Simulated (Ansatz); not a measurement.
**How methods differ on SiNH2Cl (SMILES N[Si]Cl)**

The species is SiNH2Cl (5 atoms), meant as a singlet with charge 0. SMILES: `N[Si]Cl`. Geometry: relaxed at PBE0-D4/def2-TZVP. This is one conformer, not always the lowest.

```jsonl
{"atom": "N", "x (Å)": "-0.1482", "y (Å)": "0.5834", "z (Å)": "-0.2339"}
{"atom": "Si", "x (Å)": "-0.1162", "y (Å)": "-0.3418", "z (Å)": "1.1926"}
{"atom": "Cl", "x (Å)": "0.6490", "y (Å)": "-2.1245", "z (Å)": "0.3773"}
{"atom": "H", "x (Å)": "-0.4733", "y (Å)": "1.5386", "z (Å)": "-0.2274"}
{"atom": "H", "x (Å)": "0.1386", "y (Å)": "0.2706", "z (Å)": "-1.1500"}
```

Each level gives the energy change with the N1–H4 bond stretched from 1.009 to 1.261 Å (eV). The values are calculated.

```
                      level                    kind  program  value (eV)  CPU time (all runs)
  SVWN5/STO-3G (restricted)                     LDA   Ansatz        0.76                  2 s
    PBE/STO-3G (restricted)                     GGA   Ansatz        0.71                2.9 s
 r2SCAN/STO-3G (restricted)                meta-GGA   Ansatz        0.82                6.9 s
  B3LYP/STO-3G (restricted)           global hybrid   Ansatz        0.80                3.2 s
  BHLYP/STO-3G (restricted)           global hybrid   Ansatz           ?                2.6 s
r2SCAN0/STO-3G (restricted)         hybrid meta-GGA   Ansatz           ?                6.7 s
  wB97X/STO-3G (restricted)  range-separated hybrid   Ansatz        0.90                 13 s
   CCSD/STO-3G (restricted)   coupled cluster or CI   Ansatz        0.76                0.6 s
                 FCI/STO-3G      exact in the basis   Ansatz        0.75                 39 s
```

(1) Estimate what the levels marked ? give.

Answers

(1) As computed at these levels: BHLYP/STO-3G (restricted): 0.98 eV; r2SCAN0/STO-3G (restricted): 0.94 eV. The first shape isn't each level's own minimum. The values span 0.71 to 0.98 eV. All rows use very small basis sets, so even the best lies far from the true value. CPU times are rough (shared hosts, several kinds of processor): they show what a rung costs within a factor of a few.

CCSD follows the full-CI stretching energy closely, at 0.76 against 0.75 eV, as expected for a single N–H bond that is elongated but far from broken: pair excitations, chiefly from the σ to the σ* orbital, carry most of the correlation change. Among the functionals, exact exchange makes the stretch costlier. The cleanest comparison is r2SCAN with r2SCAN0, where the energy rises from 0.82 to 0.94 eV, and BHLYP likewise lies well above B3LYP. A restricted determinant keeps too much ionic character as the bond lengthens; semilocal exchange partly mimics the missing left-right correlation, and replacing it with exact exchange removes some of that compensation. PBE alone falls below full CI, while the near agreement of SVWN5 probably reflects cancellation between exchange and correlation errors. Closeness to full CI here doesn't rank the functionals for real N–H bonds, because their correlation terms include short-range effects that a minimal orbital space denies to the wavefunction methods.
